Office hours: the k⁻⁸ tail of the momentum distribution

Student: You wrote that the occupation of plane waves in the electron gas falls as k⁻⁸ at large k. I expected an exponential. Where does a power come from at zero temperature?

Lecturer: From the Coulomb singularity at contact. Let me fix conventions. n_σ(k) = ⟨a†_kσ a_kσ⟩ is the occupation of wave vector k and spin σ, equal to 1 inside the free Fermi sphere. The densities are n↑ and n↓, n = n↑ + n↓ = 3/(4π rs³ a0³), with a0 = 4πε0ħ²/(me²). Then kF = (3π²n)^(1/3) = 1/(α rs a0) with α = (4/(9π))^(1/3) = 0.5211. The pair function g↑↓(r) tends to 1 at large r. What can n_σ(k) depend on?

Student: On ħ, m, e²/(4πε0), n and k. The constants give one length, a0, so in the unpolarised gas there are two pure numbers, rs and k/kF. That fixes no exponent.

Lecturer: Physics has to add one fact: an electron gets a wave vector far above kF only by recoiling against a partner at a distance of order 1/k. The relative motion has reduced mass m/2, so near contact −∇²ψ + ψ/(a0 r) stays finite. Since ∇²r = 2/r, an opposite-spin pair has ψ = ψ(0)[1 + r/(2a0) + …]. The constant and all even powers of r are smooth and have no large-k tail. The transform of r·exp(−ηr) is 8π(3η² − k²)/(η² + k²)³, which tends to −8π/k⁴. The amplitude is therefore −4πψ(0)/(a0 k⁴).

Student: For two particles. We have N.

Lecturer: n↑(k) is N↑/V times the squared Fourier transform of Ψ over the coordinate of one up electron, integrated over all other coordinates. Each down electron j contributes exp(−ik·r_j) times −4π/(a0 k⁴) times Ψ at coalescence. Cross terms between partners j and l carry the phase exp[ik·(r_l − r_j)], which the integration suppresses by further powers of 1/k. The diagonal terms add up to the density of coalescing pairs, n↑ n↓ g↑↓(0). So

n_σ(k) → 16π² n↑ n↓ g↑↓(0)/(a0² k⁸).

The units close: m⁻⁶ over m²·m⁻⁸. For the unpolarised gas n↑ = n↓ = kF³/(6π²), and the spin-averaged g(0) is g↑↓(0)/2 because parallel spins never touch. With λ = α rs/π = 1/(π kF a0),

n_σ(k) → C (kF/k)⁸, C = (4/9) λ² g↑↓(0) = (8/9)(α rs/π)² g(0).

The result goes back to Kimball and to Yasuhara and Kawazoe.

Student: This chapter is about G. I see no Green's function in it.

Lecturer: Write n_σ(k) as the integral of the spectral function A(k,E) from −∞ to μ, with A normalised to 1 over all E. Below μ and at large k we are far from the quasiparticle peak at ε_k = ħ²k²/(2m), so A ≈ |Im Σ(k,E)|/[π(E − ε_k)²]. At what energy does that weight sit?

Student: Just under μ, I suppose. The denominator is then ε_k².

Lecturer: That would overshoot by a factor 4. Remove the electron with k and its partner remains with about −k and kinetic energy ε_k. The removal energy is E ≈ −ε_k, counted from the bottom of the free band, and the denominator is (2ε_k)². The integral of |Im Σ|/π over that bump is n↑ n↓ g↑↓(0) v(k)² with v(k) = e²/(ε0 k²). The ratio v/(2ε_k) is me²/(ε0ħ²k⁴) = 4π/(a0 k⁴), the cusp amplitude again. The counting also gives the general scaling: an interaction falling as k^(−s) yields a tail k^(−2s−4), so k⁻⁴ for a contact force, k⁻⁶ for the Coulomb force in two dimensions, where v falls as 1/k, and k⁻⁸ here.

Student: An arrow is not an equality. How large must k be?

Lecturer: At small rs we can answer exactly. In second order two holes k1 and k2 inside the sphere scatter into k and k1 + k2 − k. The energy denominator is (ħ²/m)D with D = (k − k1)·(k − k2). The partner must lie outside the sphere, which is automatic once k > 3kF. That is the first marker on the k axis; beyond it an expansion in κ = kF/k converges. For opposite spins we average [1/(|k − k1|² D)]² over both holes. Measure the holes in units of k, with components a and b along k. The factor |k − k1|⁻⁴ gives 1 + 4a − 2k1² + 12a², and D⁻² gives 1 + 2(a + b) − 2k1·k2 + 3(a + b)². In the sphere ⟨a²⟩ = κ²/5 and ⟨k1²⟩ = 3κ²/5.

Student: So −6/5 + 12/5 from the first, 6/5 from the second and 8/5 from the cross term 8a². That is 1 + 4κ².

Lecturer: For parallel spins the amplitude is direct minus exchange, 1/|k − k1|² − 1/|k − k2|² ≈ 2(a − b), with a factor 1/2 for unordered hole pairs. That gives (1/2)·4·(2κ²/5) = (4/5)κ². The k⁻⁸ term cancels and parallel pairs start at k⁻¹⁰. In real space their wave function vanishes linearly at contact, its first singular term is of degree two and transforms as k⁻⁵. Two more orders of the same expansion give 252/25 for opposite spins and 564/175 for parallel spins at order κ⁴. In total

n_σ(k) = (4/9) λ² κ⁸ [1 + (24/5)κ² + (2328/175)κ⁴ + …], second order, k > 3kF.

The bracket is 1.7 at k = 3kF, 1.2 at 5kF and 1.05 at 10kF. It comes within ten per cent of 1 only at k = 7.1 kF. At 5kF the local slope d ln n/d ln k is −8.4.

Student: So a curve plotted out to 3kF cannot show the coefficient C.

Lecturer: Not by reading off k⁸n. One would have to fit the κ² and κ⁴ terms with it, and away from small rs their coefficients change, since they involve the curvature of the pair functions near contact.

Student: There is a second length, a0. Why is there no correction in 1/(k a0)?

Lecturer: Continue the cusp series for an isolated pair at zero energy. With ρ = r/a0, ψ = Σ ρ^j/(j!(j+1)!) = 1 + ρ/2 + ρ²/12 + ρ³/144 + … . The ρ² term is smooth, so it leaves no term of relative order 1/(k a0). Because ∇²r³ = 12r, the transform of r³ is +96π/k⁶, and the amplitude acquires the factor 1 − 1/(6k²a0²). In n that is −1/(3k²a0²) = −[(α rs)²/3] κ². It is one of several terms of higher order in rs, but it shows the scale. It matches 24/5 in size only at rs = 7.3. At denser settings kF, not 1/a0, is the yardstick for the onset.

Student: Now rs. For small rs, g↑↓(0) → 1 and C grows as rs².

Lecturer: C → 0.01223 rs². For the leading correction take the first-order pair amplitude at contact, −v(q) over the same denominator, summed over the transfer q with Pauli blocking, doubled, and averaged over both holes. The denominator is a sum A + B of two particle-hole energies, and 1/(A + B) is the integral over real u of AB/[π(A² + u²)(B² + u²)], which factorises the hole sums into two Lindhard functions of imaginary frequency. With s = q/(2kF), and ν the frequency in units of q times the Fermi velocity ħkF/m,

F = 1/2 + [(1 − s² + ν²)/(8s)] ln{[(s+1)² + ν²]/[(s−1)² + ν²]} − (ν/2)[arctan((1+s)/ν) + arctan((1−s)/ν)],

g↑↓(0) = 1 − (72λ/π) J, J = ∫∫ s F² ds dν over s, ν > 0.

The integral is J = π(π² + 6 ln 2 − 3)/180 = 0.1925. Hence g↑↓(0) = 1 − 0.732 rs, and C = 0.01223 rs²(1 − 0.732 rs), up to relative terms of order rs² ln rs and rs². The correction reaches ten per cent at rs = 0.14, and the linear form crosses zero at rs = 1.37.

Student: Aluminium is typically put at rs = 2.07 for its three valence electrons. The linear form gives −0.51 there, a negative probability.

Lecturer: So we must resum, and repeated scattering of the same pair is what builds the cusp. A solvable ladder model, whose result is due to Yasuhara, makes three simplifications. The pair starts at rest, the intermediate states p > kF are the only trace of the medium, and the angular average of 1/|p − p′|² is replaced by 1/max(p, p′)². Write ψ(r) as 1 plus a scattered wave with Fourier components −4πu/(a0 p⁴) for p > kF, and set x = p/kF. The pair equation becomes

u(x) = 1 − 2λ[∫ from 1 to x of u(y)/y² dy + x² ∫ from x to ∞ of u(y)/y⁴ dy].

At x → ∞ the right side is ψ(0), so u(∞) = ψ(0), in line with the cusp. Differentiating twice gives (u′/x)′ = 4λu/x⁴, solved by u = u(∞) Σ 2(4λ/x)^j/(j!(j+2)!). At x = 1 the equation reads u − u′/2 = 1, which turns the sum into Σ (4λ)^j/(j!(j+1)!) = 2 I1(z)/z, with z = 4√λ and I1 the modified Bessel function. So

g↑↓(0) = [z/(2 I1(z))]².

Student: That is the zero-energy series from before, with ρ = 4λ.

Lecturer: Exactly. The model amounts to normalising the zero-energy Coulomb solution to 1 at r = 4/(π kF).

Student: But your u has a term in 1/x, and you just said there is no such correction.

Lecturer: It is an artefact of the max kernel, so I use the model only for g↑↓(0), never for the shape. Its quality at small rs we can measure against our own integral: it gives 1 − 4λ = 1 − 0.663 rs, against the exact slope 0.732. The ratio of slopes is 1.103.

Student: And large rs?

Lecturer: From I1(z) ≈ e^z (1 − 3/(8z))/√(2πz), g↑↓(0) ≈ (π z³/2) e^(−2z) [1 + 3/(4z)]. At rs = 10, z = 5.15, the leading term is 0.00720, with the correction 0.00825, and the full model 0.00848. The exponential of −√rs times a constant is tunnelling through the Coulomb barrier over a distance that scales as rs a0. That form follows from scaling, while the constant belongs to the model. Since C = z⁶/(2304 I1²), the prefactor rs² and the exponential compete. The maximum lies where z I0(z) = 4 I1(z), at z = 3.33 or rs = 4.17, with C = 0.021. At rs = 10 it is back to 0.010. That maximum is the crossover in rs: below it stronger coupling feeds the tail, above it the electrons avoid contact faster than the coupling grows.

Student: What would G0W0 or the RPA momentum distribution give? Screening should handle strong coupling.

Lecturer: The transfer is of order k, where the dielectric function tends to 1, so screening drops out. What is left is the direct second-order term with partners of both spins and no exchange, 2(1 + 4κ²) in place of the bracket. That equals the exact formula with the spin-averaged g(0) set to 1. The RPA coefficient thus exceeds the exact one by 1/g(0), a factor 2 already at rs → 0, and it never turns over in rs. The exponent is right, the coefficient needs the exchange diagram and the ladders.

Student: Spin polarisation?

Lecturer: With ζ = (n↑ − n↓)/n, n↑n↓ = n²(1 − ζ²)/4. Both spins have the same k⁻⁸ tail, because fast electrons come in back-to-back pairs. The small-ζ change of the prefactor is −ζ², besides the change in g↑↓(0), which is also even in ζ. As ζ → 1 the parallel term takes over. In second order the majority spin has n↑²(4/5)(kF↑/k)² against n↑n↓, with kF↑ = (6π²n↑)^(1/3), and the two are equal at (k/kF↑)² = (4/5)(1 + ζ)/(1 − ζ). For ζ = 0.95 that is k = 5.6 kF↑. At ζ = 1 only k⁻¹⁰ survives.

Student: Numbers for the aluminium density, then.

Lecturer: With rs = 2.07, n = 1.816×10²⁹ m⁻³, kF = 1.752×10¹⁰ m⁻¹ and EF = ħ²kF²/(2m) = 1.874×10⁻¹⁸ J. Also α rs = 1.0786, λ = 0.3433 and z = 2.344, and the matching radius 4/(π kF) is 7.27×10⁻¹¹ m. The sum 2 I1/z is 1.863, so g↑↓(0) = 0.288 and g(0) = 0.144. The prefactor (4/9)λ² is 0.0524, so the model's C is 0.0151. The RPA coefficient is 0.105, which is 6.9 times larger.

Student: Three figures from a model whose first slope is a tenth too small?

Lecturer: Fair. Multiply λ inside the Bessel function by 1.103 so that the slope becomes exact. Then g↑↓(0) = 0.257 and C = 0.0134. The spread indicates the sensitivity and is no rigorous bound. Quote C between 0.013 and 0.015, and keep two figures in what follows. The term in 1/(k a0)² has coefficient −0.39 here, small beside 24/5, so the second-order bracket remains a guide to the onset, though no more than a guide. With the unscaled model value of C:

k/kF = 3: C κ⁸ = 2.3×10⁻⁶, second-order bracket 1.7
k/kF = 5: C κ⁸ = 3.9×10⁻⁸, second-order bracket 1.2
k/kF = 10: C κ⁸ = 1.5×10⁻¹⁰, second-order bracket 1.05

At 5kF the removal weight in A lies near −25 EF, that is −4.7×10⁻¹⁷ J.

Student: So little. Does the tail matter for anything?

Lecturer: It matters more the higher the moment. Dividing by the number of states in the sphere, the fraction of electrons above a cutoff K is (3/5) C (kF/K)⁵, and their kinetic energy per electron of the gas is C EF (kF/K)³. The second-order bracket multiplies these by 1 + (24/7)(kF/K)² and 1 + (72/25)(kF/K)² at leading order. For K = 5kF the bare values are 2.9×10⁻⁶ and 2.3×10⁻²² J, with factors 1.14 and 1.12. The kinetic energy missed by a plane-wave cutoff falls only as K⁻³, so doubling K gains a factor 8. The moments ⟨k^j⟩ exist up to j = 4, and the fifth diverges logarithmically.

Student: Does the power law run for ever?

Lecturer: The Schrödinger cusp is good for ħk well below mc. Here mc/ħ = 148 kF, and the relative correction is of order (ħk/mc)², which is 0.005 at 10kF. Temperature is harmless. At an assumed 300 K, kB·T/EF = 0.0022, the thermal occupation at 2kF is exp(−3EF/(kB·T)) with exponent 1357, and the power-law tail is touched only through small shifts in g↑↓(0). The window for the clean law in the model thus opens near 7kF and closes on the approach to 148 kF.

Student: Then I could look for it in an aluminium wire, with Compton scattering, say.

Lecturer: There the model misses by orders of magnitude, on the low side. First, the lattice. For an fcc crystal with three electrons per atom and cube edge a, kF = (36π²)^(1/3)/a and the shortest reciprocal vector is 2π√3/a = 1.54 kF. Bloch states put one-particle weight around every such vector. Second, the nuclei have cusps of their own. Assume a hydrogen-like 1s orbital with the unscreened charge Z = 13. Its transform is 8√π Z^(5/2) a0^(3/2)/(Z² + k²a0²)², so with n/3 atoms per volume it occupies each spin state with

n_1s(k) = (n a0³/3) · 64π Z⁵/(Z² + k²a0²)⁴.

This is 6.9×10⁻⁴ at 3kF, 5.1×10⁻⁴ at 5kF and 1.6×10⁻⁴ at 10kF. At 3kF it is 3.0×10² times the entry C κ⁸, and the 2s and 2p shells add to it.

Student: And it ends in k⁻⁸ too.

Lecturer: Beyond its own crossover at k = Z/a0 = 14 kF, yes, since the singular term is again linear in r. The ratio of the two k⁻⁸ coefficients is 16Z⁵/(3π n a0³ g↑↓(0)) = 8×10⁷. So C near 0.015 is the number of the uniform gas at the aluminium density, not of the metal, whose large-k occupation is set by the ion cores. In the uniform gas the tail measures one thing, the probability n↑n↓g↑↓(0) that two electrons of opposite spin meet, and it does so to ten per cent only from about seven Fermi wave vectors outward.